A transistor channel must be able to switch off, and that takes a band gap. A designer who reads a gap of 0.014 eV for unstrained tin monoxide, SnO, in the row at 17.111 Å³/atom, would drop the material or classify it as a metal. That decision would be wrong, because real SnO is a semiconductor with an indirect gap of roughly 0.7 eV, a recalled value. The table fails in two different ways here: one concerns what a printed zero means, the other the density functional itself.

Ansatz 0.2.0, r2SCAN with spin-orbit coupling, PAW, 500 eV plane-wave cutoff, 6x6x6 k mesh and 0.02 eV Fermi-Dirac smearing, for SnO (P4/nmm) with all cell edges strained equally. The unstrained cell and the atomic positions at each strain were relaxed with r2SCAN-rVV10. The band gap is the smallest, direct or indirect, and is printed as zero where the bands overlap.

```tsv
volume (Å³/atom)	c/a	shortest distance (Å)	band gap (eV)
15.139	1.2547	2.172	0.000
15.617	1.2546	2.184	0.000
16.105	1.2547	2.194	0.000
16.603	1.2546	2.205	0.000
17.111	1.2547	2.216	0.014
17.629	1.2547	2.227	0.302
18.158	1.2547	2.238	0.564
18.698	1.2546	2.250	0.803
19.247	1.2546	2.261	1.021
```

The first failure lies in the four zeros. The cell edges are all scaled by the same factor, so c/a, the ratio of the edge across the layers to the edge within them, stays practically constant while the volume changes. One can follow a signed gap through the series: the lowest level of the first empty band minus the highest level of the last filled band, with the bands counted by the number of electrons. It runs from −1.31 eV in the smallest cell to −0.29 eV at 16.603 Å³/atom, and the column prints each negative value as zero. Four cells that look alike are therefore very different.

A negative gap means that the two bands overlap in energy, though not for the same electron wave. In the cell at 15.617 Å³/atom the filled band peaks at Γ, where the wave repeats unchanged from cell to cell. The empty band has its lowest point at M, where the wave changes sign along both in-plane edges. The smallest gap at any single point is still about 1.8 eV in that cell. Electrons spill from the states near Γ into those near M, which makes a semimetal with few carriers rather than an ordinary metal.

The signed values also show that nothing abrupt happens at 17.1 Å³/atom, where the printed column seems to have a threshold. The signed gap rises by 0.31 eV on the step into the unstrained cell and by 0.29 eV on the next one. A straight line drawn through the printed zeros and the open gaps together would give a meaningless slope. The analysis printed below lists the signed gap for every row.

The unstrained cell needs a warning of its own. Its gap is smaller than the 0.02 eV over which the calculation smears the occupation of the levels, so the smearing alone lifts some electrons above the gap, much as heat near room temperature would. The electronic entropy, which vanishes when every level is either full or empty, reveals this. In the five smallest cells it is more than a hundred times larger than in any of the four largest. By this measure the unstrained cell belongs with the semimetals, and it marks the closing point rather than a resolved semiconductor.

Why the gap depends so strongly on volume is best seen from two limits. SnO consists of layers whose outer faces are tin atoms with lone pairs. In the standard picture the top of the filled band is tin 5s in antibonding combination with oxygen 2p, mixed with tin 5p pointing across the layers, and the bottom of the empty band is mainly tin 5p. If the layers were far apart, the tin 5s and 5p states of one layer would not feel those of the next, and the gap would be wide. If the layers are pressed together, these states mix across the space between them, the bands are expected to broaden, and their edges approach each other until they cross. The levels show part of this. From 15.617 to 17.111 Å³/atom the signed gap rises by 0.98 eV, but the gap at M itself only from 1.8 to 2.2 eV. About 0.6 eV of the rise therefore comes from the filled band, whose top at Γ sinks towards its level at M.

The geometry fits this standard picture. From the smallest to the largest cell the shortest distance, the Sn–O bond, grows by 4 %, while the Sn–Sn contact between layers grows by 15 %. Since the in-plane edge grows by 8 % and the bond by only half that, the layers flatten, and the soft space between them takes up more than the whole growth of c. The gain in gap per step falls from 0.34 to 0.22 eV over the series, as expected if the mixing fades with distance. The slightly larger second step is probably noise. A 6x6x6 mesh samples the small pockets of carriers with few points, and the mean pressure also falls unevenly across the overlapping cells, by 3.0, 1.9, 2.2 and 1.7 GPa. In the two largest cells the top of the filled band has moved slightly off Γ, which puts the gap 0.007 and 0.018 eV below its value on the mesh. The contact lengths make the picture plausible, but they do not separate the effect of the layers from that of the bonds within them.

The second failure is that the closing point lies at too large a volume. A functional of this kind builds its exchange from the local density, its gradient and the kinetic-energy density. It therefore leaves part of an electron's repulsion with itself in place, which pushes filled levels up. Through the kinetic-energy density it recovers only part of the jump in potential that an electron meets when it must enter an empty band. These are two faces of one fault, and it brings filled and empty levels too close together.

Part of the shortfall may come from the cell instead. The unstrained cell was relaxed with an added dispersion attraction, and without that term the mean pressure in it is still positive. Along this path the mean pressure vanishes at 17.49 Å³/atom, where the gap is 0.22 eV. To reach 0.7 eV the crystal would have to be stretched to 18.47 Å³/atom, far into tension within the layers. Moving from the unstrained cell to the one at zero mean pressure thus removes about a third of the shortfall. That share holds for this path only. At zero mean pressure the cell is still compressed across the layers, and that stress vanishes only near 18.158 Å³/atom, where the gap is 0.564 eV. If the cell at zero mean pressure is close to the real one, above all in its Sn–Sn contact, the functional is the likely source of most of the rest. Lattice vibrations, which the calculation leaves out, usually shift such gaps by a tenth of an electronvolt or less.

A simple estimate shows what this means for the closing point. At zero mean pressure the shortfall is 0.70 − 0.22 = 0.48 eV. Suppose that it is the same at every volume; the corrected gap then closes where the computed signed gap equals −0.48 eV. Interpolation between the neighbouring rows puts this at 16.3 Å³/atom, about 5 % below the volume at which the calculation closes the gap.

The estimate has no adjustable constant, but it rests on one rough measured gap, on the cell at zero mean pressure standing for the real crystal, and on a shift assumed to be constant. An error of 0.1 eV in the shortfall would move the closing point by about 0.2 Å³/atom. The assumption is weakest in the strongly compressed cells, where the bands are broader and the carriers screen the exchange. Real SnO does become metallic under pressure, so the closing itself is physical and only its place is wrong. That place should not be turned into a pressure either, since equal strain of all edges leaves different stresses along and across the layers.

The same volumes computed with a hybrid functional, which mixes in some exact exchange, would be expected to show larger signed gaps and a closing point at smaller volume, with the gap still opening on expansion. In a wide-gap oxide such as MgO the semilocal error is larger in electronvolts, yet the computed crystal remains an insulator. SnO is vulnerable because its whole gap is no larger than a typical error of the method. For a design decision, the present series can be used for the direction and rough size of the response to strain, about 0.3 eV for each per cent of edge length near the unstrained cell. Whether the material conducts at a given strain has to be settled with a method that gets the gap itself right.

Printed output of the fit:

```
Signed gap and structure:
     row  edge strain in %  signed gap in eV  step in eV  Sn-Sn between layers in Å  entropy term in meV
  15.139                -4            -1.306         n/a                      3.386               0.4182
  15.617                -3           -0.9654      0.3406                      3.446               0.5637
  16.105                -2           -0.6041      0.3614                      3.513                0.453
  16.603                -1           -0.2918      0.3123                      3.577               0.4967
  17.111                 0             0.014      0.3058                      3.643               0.3479
  17.629                 1             0.302       0.288                      3.709             0.002388
  18.158                 2             0.564       0.262                      3.775            6.226e-06
  18.698                 3             0.803       0.239                       3.84            2.174e-08
  19.247                 4             1.021       0.218                      3.908            1.293e-10
Number of rows whose printed zero hides an overlap: 4
Largest hidden overlap in eV: 1.306
Gap of the unstrained cell over the smearing width: 0.7
Entropy term, smallest of the first five rows over largest of the last four: 145.7
Growth of the Sn-O contact from first to last row in %: 4.098
Growth of the Sn-Sn contact between layers from first to last row in %: 15.42
Volume at zero mean pressure on this path in Å³/atom: 17.49
Computed gap at that volume in eV: 0.2247
Shortfall there against the rough recalled gap in eV: 0.4753
Volume at which the computed gap reaches the rough recalled gap in Å³/atom: 18.47
That volume above the unstrained one in %: 7.915
Mean pressure at that volume in GPa: -2.584
Volume at which the computed signed gap passes zero in Å³/atom: 17.09
Volume of closure if the shortfall were the same at all volumes in Å³/atom: 16.31
```
